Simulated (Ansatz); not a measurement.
## From SnF4 to SnCl4: predicting a member

On one Sn centre, n of the F ligands are replaced by Cl. The atomisation energy (no zero-point term) y in kJ/mol at CCSD(T)/def2-TZVPP. Shapes, held fixed at every level: PBE0-D4/def2-TZVP. Programs: Ansatz 0.2.0.

| molecule | n | y (kJ/mol) |
| --- | --- | --- |
| SnF4 | 0 | 1662 |
| SnCl2F2 | 2 | ? |
| SnCl3F | 3 | 1365 |
| SnCl4 | 4 | 1261 |

Task: Fit y = c + s·n to the known rows and predict SnCl2F2.

Result: 
1. Means of the 3 rows: n = 2.33333, y = 1429.3.
2. Σ(Δn)² = 8.6667, Σ(Δn·Δy) = -866.33, so the slope is -866.33/8.6667 = -99.961.
3. Intercept: 1429.3 − (-99.961) × 2.33333 = 1662.5. The largest residual of the fit is 2.4.
4. SnCl2F2: 1662.5 + (-99.961) × 2 = 1463 kJ/mol.

The run gave 1466 kJ/mol, so the prediction is off by -3 kJ/mol, about the scatter of the fit. The steps are nearly additive. The slope is the difference between a Sn–Cl and a Sn–F bond. Other levels give for SnCl2F2: BHLYP-D4/def2-TZVPP 1403; wB97M-V/def2-TZVPP 1520 kJ/mol. Spin-orbit coupling of the free atoms (F 2, Cl 4 kJ/mol each; the atoms kept shift only the intercept) is left out. For atoms past krypton def2 sets carry core potentials with scalar relativity. Correlated rows may include outer-core shells of Sn, which these sets cover unevenly.

Each exchange of fluorine for chlorine weakens the molecule by nearly the same amount, because tin stays tetravalent with four single bonds throughout. Sn–F is the stronger bond: fluorine's higher electronegativity and compact 2p shell give a shorter, more polar bond with a larger electrostatic contribution, whereas the bond to the larger, softer chlorine is longer and less ionic.

The small departure from additivity has a direction. Both mixed halides lie slightly above the straight line joining SnF4 and SnCl4, which suggests a weak energetic preference for mixed molecules over the separate end members, perhaps because fluorine bonds gain polarity when fewer fluorines compete for tin's electron density. The effect is too small to be firm.

The close prediction supports the transferability of bond contributions within this series, not the absolute bond strengths: 1403 and 1520 kJ/mol for the same molecule differ far more than the fit errs, probably reflecting different balances of exchange and correlation. Nor do these molecular energies describe solid SnF4, where fluoride bridges raise the coordination of tin.
